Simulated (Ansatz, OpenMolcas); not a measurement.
Computed against measured: atomisation enthalpy at 298 K

6 molecules holding an element from Na to Cl; the atomisation enthalpy at 298 K in kJ/mol, computed less measured. Shapes, held fixed at every level: PBE0-D4/def2-TZVP. Flexible molecules stand in one conformer, not always the lowest. Thermal terms are harmonic and unscaled (PBE0-D4/def2-TZVP); the spin-orbit lowering of the free atoms is taken from their spectra. Programs: Ansatz 0.2.0, OpenMolcas 26.06. Measured values: Active Thermochemical Tables, NIST-JANAF tables.

Levels: A = HF/3-21G; B = r2SCAN/6-311+G**; C = BHLYP-D4/def2-TZVPP; D = CCSD(T)/6-311+G**.

```
                      molecule  from tabulated heats      A     B     C     D
      BCl3 (boron trichloride)                  1337   -538   +24   -60   -79
      S2F2 (Difluorodisulfane)                  1049  -1081  -104  -158  -262
           PF3 (SMILES FP(F)F)                  1513   -908  -136  -124  -248
SiH2Cl2 (dichlorosilane (DCS))                  1449   -643   -44   -43  -135
        SF4 (SMILES FS(F)(F)F)                  1358  -1289  -145  -188  -334
         C2H5Cl (chloroethane)                  2756   -826   -14   -70  -154
```

(1) Which level does best on this set, which worst, and which err to one side?

## Answers

(1) 
| level | kind | mean error | mean absolute error | worst case |
| --- | --- | --- | --- | --- |
| HF/3-21G | Hartree–Fock | -880.8 | 880.8 | SF4 |
| r2SCAN/6-311+G** | meta-GGA | -69.8 | 77.8 | SF4 |
| BHLYP-D4/def2-TZVPP | global hybrid | -107.2 | 107.2 | SF4 |
| CCSD(T)/6-311+G** | coupled cluster or CI | -202.0 | 202.0 | SF4 |

On this set r2SCAN/6-311+G** has the smallest mean absolute error and HF/3-21G the largest. HF/3-21G is too low in 6 of 6; r2SCAN/6-311+G** is too low in 5 of 6; BHLYP-D4/def2-TZVPP is too low in 6 of 6; CCSD(T)/6-311+G** is too low in 6 of 6. The heats of SiH2Cl2, SF4 come from older tables and can be uncertain by 10 kJ/mol or more. Heats of the atoms come from ATcT where it has them, that of boron, 570 kJ/mol, from recent work. The levels differ in basis as well as in method. The tabulated value of S2F2 is in doubt (older tables, estimates, or at odds with other calculations) and kept here. Over the 5 molecules whose values aren't doubted the mean absolute errors are A 840.8; B 72.6; C 97.0; D 190.0. Where a negative error exceeds the measured value, the molecule comes out unbound. Hartree–Fock lacks correlation and underbinds. Correlated wave functions converge slowly with the basis. The set is small.

The ranking reverses the usual order of accuracy: CCSD(T) ordinarily comes close to measured atomisation enthalpies near the basis-set limit, yet here it trails r2SCAN in the same basis. The likely cause is 6-311+G**, whose single d set and missing f functions recover too little of the pair correlation gained on forming bonds. A density functional builds short-range correlation into the density and needs less of this flexibility, so r2SCAN's lead probably reflects basis tolerance more than better physics.

At every level PF3 and SF4 show larger errors than the three chlorides. Their strongly polar bonds and compact fluorine lone pairs demand much correlation, and the positively charged P or S centre needs tight d functions to polarise its contracted valence shell. These d functions act as polarisation functions, not as evidence of d-orbital hypervalency. SF4 suffers most, with four such bonds around sulfur, and Hartree–Fock in 3-21G, which has no d functions at all, loses nearly all of its binding.
